## Appendix C. Transport parameters from the early stress at a hot–cool Cu junction

### C.1 Model and conventions

Consider Cu lines that meet at a node, and let $x\ge 0$ be the distance from the node along branch $i$, which has cross-section $A_i$, temperature $T_i$ and resistivity $\rho_i$. The hydrostatic stress $\sigma$ is positive in tension and is taken as uniform over a cross-section. The chemical potential of an atom is $\mu_0-\Omega\sigma$, with $\Omega$ the atomic volume, so atoms drift towards tension. The electron wind pushes them along the electron flow with force $Z^*e\rho_i j_i$, where $Z^*>0$ is the magnitude of the effective charge number and $j_i=I_i/A_i$. The current $I_i$ is counted positive when electrons flow away from the node. With atom density $1/\Omega$ and effective diffusivity $D_i=D_0\exp(-E_a/k_BT_i)$, the outward atomic flux is

$$J_i=\frac{D_i}{k_BT_i}\left(\frac{\partial\sigma_i}{\partial x}+G_i\right),\qquad G_i=\frac{Z^*e\rho_i I_i}{\Omega A_i}.\tag{C1}$$

Atoms deposited in a confined line compress it. With $B$ the effective modulus of line and surroundings, $\partial_t\sigma=B\Omega\,\partial_xJ$, which gives the equation of Korhonen and co-workers (1993),

$$\frac{\partial\sigma_i}{\partial t}=\kappa_i\frac{\partial^2\sigma_i}{\partial x^2},\qquad \kappa_i=\frac{D_iB\Omega}{k_BT_i},\tag{C2}$$

since $G_i$ is constant within a branch. The node stores no atoms, so $\sum_iA_iJ_i=0$, and for a common $B$ this reads $\sum_iA_i\kappa_i(\partial_x\sigma_i+G_i)=0$ at $x=0$.

Let the initial stress be $\sigma_0$ everywhere, let the stress be continuous at the node, and let every branch be long compared with $\sqrt{\kappa_it}$. The Laplace transform of $\sigma_i-\sigma_0$ is then $U(s)\exp(-x\sqrt{s/\kappa_i})$ with one amplitude $U$. The node condition becomes $\sum_iA_i\kappa_iG_i/s=U\sqrt{s}\sum_iA_i\sqrt{\kappa_i}$, so $U=Ms^{-3/2}$. The inverse transform of $s^{-3/2}$ is $2\sqrt{t/\pi}$, and therefore

$$\sigma_N(t)-\sigma_0=2M\sqrt{\frac{t}{\pi}},\qquad M=\frac{\sum_iA_i\kappa_iG_i}{\sum_iA_i\sqrt{\kappa_i}}.\tag{C3}$$

In each branch, whether or not it carries current, the profile is

$$\frac{\sigma_i(x,t)-\sigma_0}{\sigma_N(t)-\sigma_0}=f(z)=e^{-z^2}-\sqrt{\pi}\,z\,\mathrm{erfc}\,z,\qquad z=\frac{x}{2\sqrt{\kappa_it}}.\tag{C4}$$

Because $A_iG_i=Z^*e\rho_iI_i/\Omega$, the numerator of $M$ equals $(Z^*e/\Omega)\sum_i\kappa_i\rho_iI_i$ and holds no area. If all current enters and leaves through branches that also pass atoms, $\sum_iI_i=0$, and a junction with equal $\kappa_i\rho_i$ builds no early stress. A temperature difference breaks this balance, and so does a via whose barrier passes electrons and blocks atoms.

### C.2 Terms that a temperature step adds

Two current-independent effects violate the premises of (C3). First, Cu expands more than its substrate, so the hot branch starts more compressive than the cool ones by roughly $3B(\alpha_{\rm Cu}-\alpha_{\rm Si})\Delta T$. We use $\alpha_{\rm Cu}=16.5\times10^{-6}\,\mathrm{K^{-1}}$ (compiled value at 293 K, Kaye and Laby Online, NPL), a typical $\alpha_{\rm Si}=2.6\times10^{-6}\,\mathrm{K^{-1}}$ and an assumed $B=25$ GPa. For $\Delta T=50$ K the estimate is 0.05 GPa. Second, thermomigration adds $-(Q^*/\Omega T)\,\partial_xT$ to the bracket in (C1), with $Q^*$ the heat of transport. Across a thin transition zone the flux stays finite, so the stress gradient cancels this term and the stress steps by $\Delta_h=(Q^*/\Omega)\ln(T_h/T_c)$ from the cool to the hot side. With a typical $\Omega=1.18\times10^{-29}\,\mathrm{m^3}$ and temperatures of 623 K and 573 K, the step is 0.11 GPa for each 0.1 eV of $Q^*$, a scale assumed here for illustration. Both terms rival the electromigration stress.

They do not alter its time dependence. Take initial values $\sigma_{0,i}$ and boundary values $\sigma_N+\Delta_i$, with $\sigma_N$ on the cool side and $\Delta_c=0$. The amplitude in branch $i$ becomes $\hat\sigma_N+(\Delta_i-\sigma_{0,i})/s$, and the same node condition gives

$$\sigma_N(t)=\sigma_*+2M\sqrt{\frac{t}{\pi}},\qquad \sigma_*=\frac{\sum_iA_i\sqrt{\kappa_i}\,(\sigma_{0,i}-\Delta_i)}{\sum_iA_i\sqrt{\kappa_i}}.\tag{C5}$$

The problem is linear for any fixed temperature field. Subtracting the stress of a twin structure with the same thermal history and no current therefore removes both terms, and (C3) and (C4) describe the difference.

The finite width $\ell$ of the zone leaves a smaller trace. Within it the quantity $\Phi=\kappa(\partial_x\sigma+G)$ is nearly uniform, and the stress change across it departs from the sharp-step value by $\Phi\int(1/\kappa(x)-1/\kappa_i)\,dx$. By (C4), $\partial_x\sigma_i=-M/\sqrt{\kappa_i}$ at the node, so $\Phi$ is constant in time and of order $\kappa G$. The departure is a constant of order $G\ell$, and the fits below allow an intercept for it.

### C.3 The data

All values in this section were made for the exercise and rounded as data are. One hot branch (h) and two cool branches (c) meet over a via with a blocking barrier. Each branch is 400 µm long, ends at another blocking via, and has a section of 0.20 µm × 0.25 µm, so $A=5.0\times10^{-14}\,\mathrm{m^2}$. A heater holds $T_h=623$ K while $T_c=573$ K, each to ±1 K, with a transition zone $\ell\approx2$ µm. The resistivities are $\rho_h=4.34\times10^{-8}\,\Omega\,$m and $\rho_c=4.00\times10^{-8}\,\Omega\,$m, their ratio known to 0.5 %. The unit current is $I_0=0.25$ mA, which gives $j_0=5.0\times10^{9}\,\mathrm{A\,m^{-2}}$ in one branch. $I_c$ is the sum over both cool branches; by C.1 its division between them does not matter.

The observable is the lattice dilatation $\theta=\operatorname{tr}\varepsilon$ at the node, as diffraction would give it, minus that of the twin. It is listed in units of $10^{-5}$ with independent standard uncertainty 1.

| Run | Electron path | $I_h/I_0$ | $I_c/I_0$ | 25 h | 100 h | 225 h | 400 h |
|---|---|---|---|---|---|---|---|
| A | via → hot | +1 | 0 | 21 | 41 | 64 | 84 |
| B | via → cool | 0 | +3 | 16 | 29 | 46 | 60 |
| C | cool → hot | +1 | −1 | 15 | 33 | 49 | 65 |

Two further data belong to run A. At 400 h the dilatation 60 µm into the hot branch is $\theta_x=30\pm1$. At $(510\pm20)$ h the nodal dilatation collapses, which marks void nucleation.

For a cubic crystal of any orientation the hydrostatic stress is $K\theta$ with $K=(C_{11}+2C_{12})/3$. The room-temperature compiled values $C_{11}=168.3$ GPa and $C_{12}=121.2$ GPa (Blaschke) give $K=136.9$ GPa, so one unit of $\theta$ is 1.369 MPa. The unknowns are $\kappa_h$, $\kappa_c$, $E_a$, $Z^*$, the stress margin for nucleation and, as far as the data reach, $D$ and $B$. Intermediate results are carried unrounded.

### C.4 Inversion

**Slopes.** Fit $\theta=a+b\tau$ with $\tau=\sqrt{t/\mathrm{h}}=5,10,15,20$. The mean of $\tau$ is 12.5 and the sum of squared deviations is 125, so each slope has uncertainty $125^{-1/2}=0.089$ and each intercept $(1/4+12.5^2/125)^{1/2}=1.2$.

| Run | $b$ | $a$ |
|---|---|---|
| A | 4.24 | −0.5 |
| B | 2.98 | 0.5 |
| C | 3.32 | −1.0 |

By (C3) the slope is linear in the currents, $b=(pI_h+qI_c)/I_0$, so $b_A=p$, $b_B=3q$ and $b_C=p-q$. Three slopes fix two numbers and leave one test, $b_A-b_B/3-b_C=-0.07\pm0.13$, which the data pass. The normal equations are $2p-q=b_A+b_C=7.56$ and $-p+10q=3b_B-b_C=5.62$, with determinant 19. They give

$$p=4.275\pm0.065,\qquad q=0.989\pm0.029,$$

with covariance matrix $\frac{1}{125\cdot19}\begin{pmatrix}10&1\\1&2\end{pmatrix}$.

**Ratio of diffusivities and activation energy.** The denominator of $M$ is the same in all runs, so $p/q=\kappa_h\rho_h/\kappa_c\rho_c$. With $p/q=4.32$,

$$r=\frac{\kappa_h}{\kappa_c}=\frac{p}{q}\frac{\rho_c}{\rho_h}=3.98 .$$

From (C2), $r=(T_c/T_h)\exp(E_a\Delta\beta)$ with $\Delta\beta=1/k_BT_c-1/k_BT_h=1.625\ \mathrm{eV^{-1}}$. Hence

$$E_a=\frac{\ln(rT_h/T_c)}{\Delta\beta}=\frac{1.465}{1.625\ \mathrm{eV^{-1}}}=0.90\ \mathrm{eV}.\tag{C6}$$

This step uses neither $K$, $\Omega$, $A$ nor the value of $Z^*$. It does not need a common $B$ either. For unequal moduli the node condition weights each term by $1/B_i$, the numerator of $M$ contains $\kappa_i/B_i=D_i\Omega/k_BT_i$, and $p/q$ again yields the ratio of $D_i/T_i$ that (C6) uses.

**Amplitude.** For run A, (C3) gives the stress slope

$$S_A=\frac{2}{\sqrt\pi}\,\frac{Z^*g\sqrt{\kappa_h}}{1+2/\sqrt r},\qquad g=\frac{e\rho_hj_0}{\Omega}=2.95\times10^{12}\ \mathrm{Pa\,m^{-1}}.\tag{C7}$$

The data give $S_A=1.369\,p\ \mathrm{MPa\,h^{-1/2}}=5.85\ \mathrm{MPa\,h^{-1/2}}=9.75\times10^{4}\ \mathrm{Pa\,s^{-1/2}}$, and $1+2/\sqrt r=2.00$. The result is $Z^*\sqrt{\kappa_h}=5.87\times10^{-8}\ \mathrm{m\,s^{-1/2}}$. The nodal histories contain nothing more, since each of them is a single slope.

**Profile.** The $\sqrt t$ part of the nodal signal at 400 h is $20p=85.5$, so (C4) requires $f(z)=30/85.5=0.351$. The root is $z=0.503$, which gives $\sqrt{\kappa_ht}=x/2z=59.6$ µm. With $t=1.44\times10^{6}$ s,

$$\kappa_h=2.47\times10^{-15}\ \mathrm{m^2s^{-1}},\qquad\kappa_c=\kappa_h/r=0.62\times10^{-15}\ \mathrm{m^2s^{-1}},\qquad Z^*=1.18 .$$

**Diffusivity.** Equation (C2) fixes only the product $D_hB=\kappa_hk_BT_h/\Omega=1.80\times10^{-6}\ \mathrm{Pa\,m^2s^{-1}}$. In a rigid enclosure the whole added volume appears as lattice compression and $B=K$; compliant surroundings give less. The bound $B\le K$ yields $D_h\ge1.3\times10^{-17}\ \mathrm{m^2s^{-1}}$, and the assumed 25 GPa yields $7.2\times10^{-17}\ \mathrm{m^2s^{-1}}$.

**Premises checked with the inferred values.** The shortest diffusion length in use, $\sqrt{\kappa_ct}$ at 25 h, is 7.5 µm, a few times $\ell$. The scale $Z^*g\ell$ is 7 MPa, or 5 units of $\theta$, against signals of 15 to 84 units. An intercept was thus needed in principle, although the fitted ones lie within their uncertainty of zero. A blocked far end at distance $L$ multiplies the drive of its branch by $1-\operatorname{sech}(L\sqrt{s/\kappa_i})\approx1-2e^{-L\sqrt{s/\kappa_i}}$, a relative change of $-2f(L/2\sqrt{\kappa_it})$ in that branch's contribution. It stays below 0.2 % of the nodal stress at all times used in this appendix. In (C5) the hot branch has weight $1/(1+2/\sqrt r)=0.50$, so about half of each offset of C.2 enters $\sigma_*$.

### C.5 Effective current and nucleation

Define $I_{\rm eff}$ as the current that gives the same stress history at the blocked cathode end of a single hot line of section $A$, where $M=G\sqrt{\kappa_h}$. Equating the two expressions for $M$ gives

$$I_{\rm eff}=\frac{A\sum_i\kappa_i\rho_iI_i}{\rho_h\sqrt{\kappa_h}\sum_iA_i\sqrt{\kappa_i}}=\frac{I_h+(q/p)I_c}{1+2/\sqrt r},\tag{C8}$$

with $q/p=0.231$. The values are 0.125 mA for run A, 0.087 mA for run B and 0.096 mA for run C. In run A the two idle cool branches halve the effect of the current, because they feed atoms to the node. Run B carries three times the current of run A and has the smallest $I_{\rm eff}$. The current-driven stress vanishes for $I_c=-4.32\,I_h$, with the surplus electrons leaving through the via.

A void nucleates when the current-driven stress has used up the margin $\Delta\sigma_c$ between the current-free stress at the site and the critical stress. From (C3),

$$t_{\rm nuc}=\frac{\pi}{4\kappa_h}\left(\frac{\Delta\sigma_c\,\Omega A}{Z^*e\rho_hI_{\rm eff}}\right)^2 ,\tag{C9}$$

valid for $I_{\rm eff}>0$. Run A gives $\Delta\sigma_c=S_A\sqrt{510\ \mathrm h}=132$ MPa, with the small intercept neglected. The offsets of C.2 do not depend on current, so the margin is common to the three runs if the void forms at the same site. Then $t_{\rm nuc}\propto I_{\rm eff}^{-2}$ predicts $1.06\times10^{3}$ h for run B and $8.6\times10^{2}$ h for run C. The critical stress itself is not determined, because the subtraction of the twin discards $\sigma_*$.

### C.6 Uniqueness

The inversion is unique in the quantities quoted. The pair $(p,q)$ solves a non-singular linear system, (C6) is monotonic in $r$, and $f'(z)=-\sqrt\pi\,\mathrm{erfc}\,z<0$, so $f$ falls from 1 to 0 and any ratio between these limits has one root. Four degeneracies show what each datum contributes.

1. The map $Z^*\to Z^*/\lambda$, $\kappa_i\to\lambda^2\kappa_i$ leaves $M$ unchanged. No set of early nodal slopes separates $Z^*$ from $\kappa$, and the profile point, which depends on $\kappa_h$ alone, is what does so.
2. The map $B\to\lambda B$, $D_0\to D_0/\lambda$ leaves every $\kappa_i$ and every datum unchanged.
3. Without the via only runs of type C exist. They give $p-q$, one number for the two unknowns $r$ and $Z^*\sqrt{\kappa_h}$, and a curve of solutions remains.
4. The data determine $Z_i^*\rho_i\kappa_i$. A common $Z^*$ is an assumption of the model. If instead $Z^*\rho$ were the same at both temperatures, $r$ would equal $p/q$ and $E_a$ would rise by $\ln(\rho_h/\rho_c)/\Delta\beta=0.050$ eV to 0.95 eV. Profile points in both a hot and a cool branch would give $r$ directly and decide the question if they reached a precision well below the 8.5 % by which the resistivities differ.

### C.7 Propagation of errors

Logarithmic derivatives carry the uncertainties. For $r$, $\delta\ln r=\delta p/p-\delta q/q$, and the covariance matrix gives 3.0 %, or $\delta r=0.12$. Division by $\Delta\beta$ turns this into 0.018 eV in $E_a$, and the resistivity ratio adds a negligible 0.003 eV. Differentiating (C6) gives $\partial E_a/\partial T_h=(1/T_h-E_a/k_BT_h^2)/\Delta\beta=-0.016$ eV/K and $\partial E_a/\partial T_c=(E_a/k_BT_c^2-1/T_c)/\Delta\beta=0.019$ eV/K. Independent errors of 1 K contribute 0.024 eV, more than the slopes do, and the sum in quadrature is 0.030 eV. A step of only 50 K is a short lever for an Arrhenius fit.

For the profile, $\sqrt{\kappa_h}\propto x/z$ and $\gamma=-\,d\ln z/d\ln f=f/(\sqrt\pi\,z\,\mathrm{erfc}\,z)=0.825$, so

$$\delta\ln\sqrt{\kappa_h}=\gamma\left(\frac{\delta\theta_x}{\theta_x}-\frac{\delta p}{p}\right)+\frac{\delta x}{x}.$$

The transition zone blurs the origin of $x$, which we represent by $\delta x=\ell/2=1$ µm. The three terms are 2.8 %, 1.3 % and 1.7 %, and they combine to 6.9 % in $\kappa_h$ after doubling. For $Z^*$, with $\eta=-\,d\ln(1+2/\sqrt r)/d\ln r=0.250$, (C7) gives

$$\delta\ln Z^*=(1-\eta+\gamma)\frac{\delta p}{p}+\eta\frac{\delta q}{q}-\gamma\frac{\delta\theta_x}{\theta_x}-\frac{\delta x}{x}.$$

The coefficient of $\delta p/p$ is 1.575, because too large a $p$ both raises $S_A$ and lowers the inferred $\kappa_h$. The total is 4.2 %, whereas the product $Z^*\sqrt{\kappa_h}$ is known to 1.5 %. The errors of $Z^*$ and $\kappa_h$ are thus strongly anticorrelated along the first degeneracy of C.6. Nucleation times scale with that product and with $q/p$, so they must not be given the separate errors of $Z^*$ and $\kappa_h$ added in quadrature.

| Quantity | Inferred value |
|---|---|
| $r$ | $3.98\pm0.12$ |
| $E_a$ (common $Z^*$) | $(0.90\pm0.03)$ eV |
| $\kappa_h$ | $(2.47\pm0.17)\times10^{-15}\ \mathrm{m^2s^{-1}}$ |
| $\kappa_c$ | $(0.62\pm0.05)\times10^{-15}\ \mathrm{m^2s^{-1}}$ |
| $Z^*$ | $1.18\pm0.05$ |
| $\Delta\sigma_c$ | $(132\pm3)$ MPa |
| $t_{\rm nuc}$, run B | $1.06\times10^{3}$ h, ±7 % |
| $t_{\rm nuc}$, run C | $8.6\times10^{2}$ h, ±4 % |

Three systematic effects lie outside the table. The modulus $K$ was used at its room-temperature value, and near 600 K it is typically about 5 % lower. $Z^*$ and $\Delta\sigma_c$ are proportional to $K$ and would fall by that fraction, which matches or exceeds their statistical errors, while $r$, $E_a$, the $\kappa_i$ and the predicted times depend only on ratios of $\theta$ and remain unchanged. Next, free thermal expansion changes $\theta$ by $3\alpha_{\rm Cu}=4.95\times10^{-5}$ per kelvin. A constant temperature difference between sample and twin, Joule heating included, goes into the intercept, but a drift biases the slope, and the stated uncertainty of one unit presumes stability to about 0.2 K. Finally, $Z^*$ depends on the field $\rho_hj_0$, which is the voltage drop per length and can be had without knowing $A$. The areas enter only through the ratio that sets the factor 2 in $1+2/\sqrt r$.

An isolated hot line of length $L$ with blocked ends reaches the steady state $\partial_x\sigma=-G$, with a cathode stress $GL/2$ above the mean. If it had the same margin, it would stay free of voids below the Blech product $jL=2\Delta\sigma_c\,j_0/(Z^*g)=3.8\times10^{5}\ \mathrm{A\,m^{-1}}$, a number independent of $K$. The data were chosen to reproduce behaviour typical of dielectric-capped damascene Cu, where transport along the cap interface has an activation energy of about 0.8 to 1.0 eV and critical products are a few $10^{5}\ \mathrm{A\,m^{-1}}$. The inferred values are therefore the model's, obtained from constructed data, and their position in those ranges tests nothing about copper.